Ansatz 0.2.0 single-point calculations of Mo3Pt (Pm-3m, 4-atom cell) with PBEsol and PAW potentials, without spin polarisation. All runs use a 420 eV wave cutoff, a 1680 eV density cutoff, Fermi-Dirac smearing of 0.1 eV and unshifted k meshes. Energies are free energies relative to the 7x7x7 mesh.

```tsv
k mesh	energy less reference (meV/atom)
2x2x2	311.6
3x3x3	-87.9
4x4x4	-17.8
5x5x5	-3.6
6x6x6	-4.6
```

## What the mesh does to the crystal

The atoms of Mo3Pt stay fixed in these PBEsol runs; only the sampling of the electron waves changes. The energy less reference is the free energy per atom minus that of the 7x7x7 run. It starts far too high, falls below the reference at 3x3x3 and then closes in from below, though not quite steadily. Such a change of sign is allowed, because a coarser mesh is a cruder sum over the same bands, and a sum can miss an integral in either direction.

An N x N x N mesh treats the crystal as if it closed on itself after N cells along each edge. For 2x2x2 this repeat length is only about 8 Å; for the reference it is about 28 Å. The mesh error comes from electron waves that notice the artificial closure.

## Why a metal notices it for so long

Let $\Omega(\mathbf{k})$ be the contribution of wave vector $\mathbf{k}$ to the band free energy, measured from the Fermi level. Write it as a Fourier series with coefficients $\Omega_{\mathbf R}$, one for each lattice vector $\mathbf R$. The mesh average removes every wave except those whose lattice vector is a multiple of $N$, so that

$$\text{error}=\sum_{\mathbf R\neq 0}\Omega_{N\mathbf R}.$$

In an insulator the bands are either full or empty, $\Omega$ is smooth, and these coefficients die off exponentially. In a metal with sharp occupations, $\Omega$ has a kink where a band crosses the Fermi level. Over a repeat length $L$ the kink gives a decay as $1/L^2$, and the curvature of the Fermi surface supplies another factor $1/L$. The coefficients also oscillate in sign, so theory expects an error that swings within an envelope falling as $1/N^3$, the inverse number of mesh points.

The formula leaves out the response of the electron density to the mesh. That is reasonable because the self-consistent energy is stationary: a small density error changes the total only in second order, while its separate parts change in first order. The calculation fits this picture. At 5x5x5 the Hartree part is still 204 meV/atom from its reference value, whereas the total is off by 3.6. The neglect is less safe on the two coarsest meshes, where the Hartree part lies furthest from its reference value and the density error is therefore likely to be largest.

## The irregular row: 2x2x2

This mesh samples only the centre of the Brillouin zone and the face centres, edge centres and corners of its boundary. At such points symmetry flattens bands and makes levels coincide, so the sample sees a few bunches of levels instead of a spread.

The smearing entropy points to one such bunch at the Fermi level, since only states close to that level contribute to it. Its energy term is 2.4 times that of the reference, so the mesh gives far too much weight to states near the Fermi level. The Fermi level itself lies about 0.5 eV too high. That fits electrons pushed into higher levels, and so the excess energy, though part of the rise probably comes from a shift of the levels themselves as the density changes. That symmetry causes the bunching is a likely reading, not something these numbers prove.

The Fermi level is no general guide to the sign, however. At 4x4x4 it again lies above its reference value, yet the energy lies below.

## From 2x2x2 to 3x3x3, worked through

Take the 2x2x2 value as the height of the envelope and scale it by the number of mesh points:

$$311.6\times\frac{2^3}{3^3}=311.6\times\frac{8}{27}\approx 92\ \text{meV/atom}.$$

The calculated size at 3x3x3, which did not enter the estimate, is 87.9 meV/atom. The closeness should not be overrated. The law is meant for long repeat lengths, which 8 Å hardly is, and an envelope only sets a scale: the oscillation may leave any row well below it. The next row does just that: the rule allows 39 meV/atom at 4x4x4, and the calculation gives 17.8. Smearing rounds the kink and damps the coefficients of long lattice vectors most; with a roughly guessed band velocity the allowance drops to 30, still well above the result. The same damping lowers the allowance at 3x3x3 to 82.5, slightly below the calculated size, so an envelope anchored at 2x2x2 is no strict upper bound. The model gives no signs, which would require the shape of the Fermi surface.

## When small numbers stop meaning something

The reference has a mesh error too. The same scaling suggests a size of up to roughly 3 meV/atom with damping and 7 without; no denser mesh was run to test this. That is comparable to the last two entries, so the table tells neither the true sign of these two errors nor which of the two meshes is closer to convergence.

These rows hold a trap for anyone who stops when two successive meshes agree. The 5x5x5 and 6x6x6 energies differ by only 1.0 meV/atom, yet the step to 7x7x7 moves the energy by 4.6. In a metal, two oscillating errors can happen to coincide, so a tolerance should rest on the spread over several meshes.

For a neighbouring case, the repeat length is the quantity to carry over. A cell with doubled edges needs about half as many divisions along each edge for the same quality. An insulator of similar cell size and with a wide gap should settle much sooner, because it has no Fermi surface to resolve.
